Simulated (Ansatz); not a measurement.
**Ti₄O₅: moving O off its site**

Ti₄O₅, I4/m, a = 6.544 Å, c = 4.123 Å. The structure is a Materials Project entry; whether it is the stable form wasn't checked. Ansatz: PBEsol, PAW, 420 eV, Γ-centred 12×12×12 mesh on 9 atoms, Gaussian smearing 0.15 eV; no spin polarisation.

```
Ti O
1.0
    -3.27198    3.27198    2.06155
     3.27198   -3.27198    2.06155
     3.27198    3.27198   -2.06155
Ti O
4 5
Cartesian
  1.4093 3.9725 0.0000
  2.5715 1.4093 0.0000
  0.7005 1.8627 2.0615
  1.8627 -0.7005 2.0615
  -1.2593 2.6705 2.0615
  0.6015 2.0126 0.0000
  2.6705 1.2593 2.0615
  4.5313 0.6015 0.0000
  0.0000 0.0000 2.0615
```

Atom 5 (O) moves by x along the unit vector (0.000, 0.000, 1.000), with its periodic images; all else is held. y is the free energy of the cell over the start, F the force along the path summed over the moved atoms. Symmetry makes y even in x.

```
  x (Å) y (meV) F (eV/Å)
-0.2000        ?         ?
-0.0667     28.6      0.86
 0.0000      0.0      0.00
 0.0333      7.1     -0.43
 0.1000     64.8     -1.31
 0.1333    116.4     -1.79
 0.1667    184.6     -2.30
```

**Question.** Fit y = c2 x² + c4 x⁴ to the energies of the other rows, give the force constant, and predict energy and force of the missing row.

**Answer.** Least squares on the rows shown. y = 6387.9 x² + 9175.1 x⁴. The force constant is 2 c2 = 12.8 eV/Å² (for all images moving together, not for a lone atom). The force −dy/dx at the missing row is 2.85 eV/Å (computed 2.85). At x = -0.2000 the fit asked for gives 270.2 meV. The run gave 270.2 meV, the same to the digits shown.

Spin polarisation was left out, and a magnetic state may lie lower.

The energy rises on both sides of the starting position, so this O atom sits in a single well along c, with no tendency to move off-centre in this mode. The geometry explains the stiffness: the path runs almost straight between a Ti neighbour above and one below, so each step compresses one Ti–O bond while stretching the other. The mirror plane cancels the odd terms, and the positive quartic term reflects short-range repulsion that grows faster than the bonding on the stretched side weakens. It remains a modest correction to the harmonic part even at -0.2000 Å, which lies outside the fitted range, so the agreement there suggests that higher-order terms are still small.

The structure is rock-salt-like with ordered empty Ti sites, and the one beside this O atom lies perpendicular to the path. Displacement towards it would probably meet a different, less symmetric restoring force. The single well doesn't establish dynamical stability, since modes in which Ti and the other O atoms move as well could still be soft.
